Evaporative ensemble: the 1/t decay of hot C60⁻ and its quenching by radiation

A gate dielectric with a broad spread of trap depths discharges with a current close to 1/t, because at time t the traps being emptied are those with emission rate near 1/t. Hot isolated clusters behave alike, with the roles exchanged: the barrier D is fixed and the internal energy E is spread. Klots called such a population an evaporative ensemble. Here it is C60⁻ in vacuum, emitting its extra electron long after heating.

General statement

Let g be the number of ions per eV and k(E) the rate constant. The emission rate is R(t) = ∫ g k exp(−kt) dE. The integrand peaks at k = 1/t. If g and d ln k/dE vary slowly there, changing the variable to k gives

R(t) = g/(t · d ln k/dE).

Define the bath temperature Tb by k = ω exp(−D/kBTb). Ions decaying at time t, which form the hot edge of the survivors, have D/kBTb = G = ln(ωt), the Gspann parameter. With heat capacity C = c kB and dE ≈ C dTb, d ln k/dE ≈ G²/(cD). Then R ≈ gD c/(G²t), and the number decaying between t1 and t2, in units of gD, is (c/G²) ln(t2/t1). This is a fraction of the population when the energy band has width D, roughly the case when each cluster was made by a previous evaporation that removed about D. For a band of width W, as for C60⁻ from a hot source, multiply by D/W.

A solvable model

Take c + 1 classical oscillators, with level density ρ(E) ∝ E^c. The microcanonical temperature from 1/kBT = d ln ρ/dE is kBT = E/c. With constant ω,

k(E) = ω ρ(E − D)/ρ(E) = ω (1 − D/E)^c.

Put y = ln(ω/k) = D/kBTb. Inversion is exact:

E = D/(1 − exp(−y/c)),
dE/d ln k = D F(y), F(y) = 1/[4c sinh²(y/2c)] = Σ (n/c) exp(−ny/c), n = 1, 2, ...

For y ≪ c, F = c/y² − 1/(12c) + ... Let g be flat from D up to Emax, with kmax = k(Emax). Setting u = kt, so that y = G − ln u,

R t/(gD) = ∫ exp(−u) F(G − ln u) du = Σ (n/c) (ωt)^(−n/c) γ(1 + n/c, kmax t),

where u runs from 0 to kmax t and γ(a, x) is the lower incomplete gamma function. The series is exact and convergent. For kmax t ≫ 1 the terms that matter have γ(a, x) → Γ(a). Integrating over time, the number decaying, in units of gD, is then

ΔN = Σ Γ(1 + n/c) [(ωt1)^(−n/c) − (ωt2)^(−n/c)].

To compare with the general statement, expand F in ln u. Under the weight exp(−u), ⟨ln u⟩ = −γE (Euler's constant) and ⟨ln²u⟩ = γE² + π²/6, so

R t/(gD) = (c/G²) [1 − 2γE/G + 3(γE² + π²/6)/G² − G²/(12c²) + ...].

The general statement is the first term. It needs G ≫ 1 and G ≪ c.

Numbers

Typical, approximate inputs are D = 2.67 eV (electron affinity), ω = 10¹³ s⁻¹ and c = 160, below the 174 vibrational modes because the stiff ones are partly frozen. At t = 1 ms the model gives G = 23.03, Tb = 1346 K and E = 19.9 eV. The ion is at E/(c kB) = 1445 K before emission and the neutral at (E − D)/(c kB) = 1251 K after, with Tb between them. The model counts E from the extrapolated zero of a linear caloric curve. The excitation energy of the real ion above its ground state is typically about 6 eV lower.

Values of R t/(gD) at 1 ms:
exact series: 0.2891
g/(t · d ln k/dE) at k = 1/t, which is F(G): 0.3013
leading order c/G²: 0.3018

The leading order is 4 % high. The three corrections in the bracket are −5.0 %, +1.1 % and −0.17 %. The slope d ln R/d ln t is −1 − 2/G = −1.09 at leading order, and the series gives the same figure, so the law is nearly but not exactly 1/t. Between 0.5 and 2 ms, with G taken at the geometric mean time, the leading order gives 0.418 and the series ΔN = 0.401.

One factor e in k costs D F = 0.80 eV. The standard deviation of ln u is π/√6 = 1.28, so g must be flat over about ±1.0 eV. These digits belong to the model. For an energy-independent capture cross section, electron emission has ω ∝ T² of the neutral, which adds 2/(E − D) to d ln k/dE and raises it by 9 %, more than the 4 % correction above.

Radiative quenching

Let each ion radiate a constant power P in photons small against 0.80 eV, and linearise ln k in E about k = 1/t. An ion starting at k0 then has k = k0 exp(−t/τ) with τ = D F/P, and survives with probability exp[−k0τ(1 − exp(−t/τ))]. Integrating rate times survival with dE = D F dk0/k0 gives

R(t) = g D F / {τ [exp(t/τ) − 1]}.

For t ≪ τ this is the 1/t law. For t ≫ τ it falls as exp(−t/τ), because the ions cool below the emitting range instead of decaying. The ratio to the unquenched rate, (t/τ)/[exp(t/τ) − 1], is 0.58 at t = τ and 0.16 at 3τ. In the number decaying, ln(t2/t1) is replaced by ln{[1 − exp(−t2/τ)]/[1 − exp(−t1/τ)]}.

With a typical P = 200 eV/s the model has τ = 4.0 ms. Values of P of this size are themselves inferred from quenching curves, so τ is no independent prediction. For the window 0.5 to 2 ms the logarithm drops from 1.39 to 1.21, a loss of 13 %, which already exceeds the corrections to the leading order. During one τ the ion loses 0.80 eV and cools by 58 K. G rises by one, so d ln k/dE ∝ G² grows by 2/G = 9 %, while a power scaling as T⁴, for illustration, would fall by 15 %. The model's quenching time is therefore good to one figure, about 4 ms.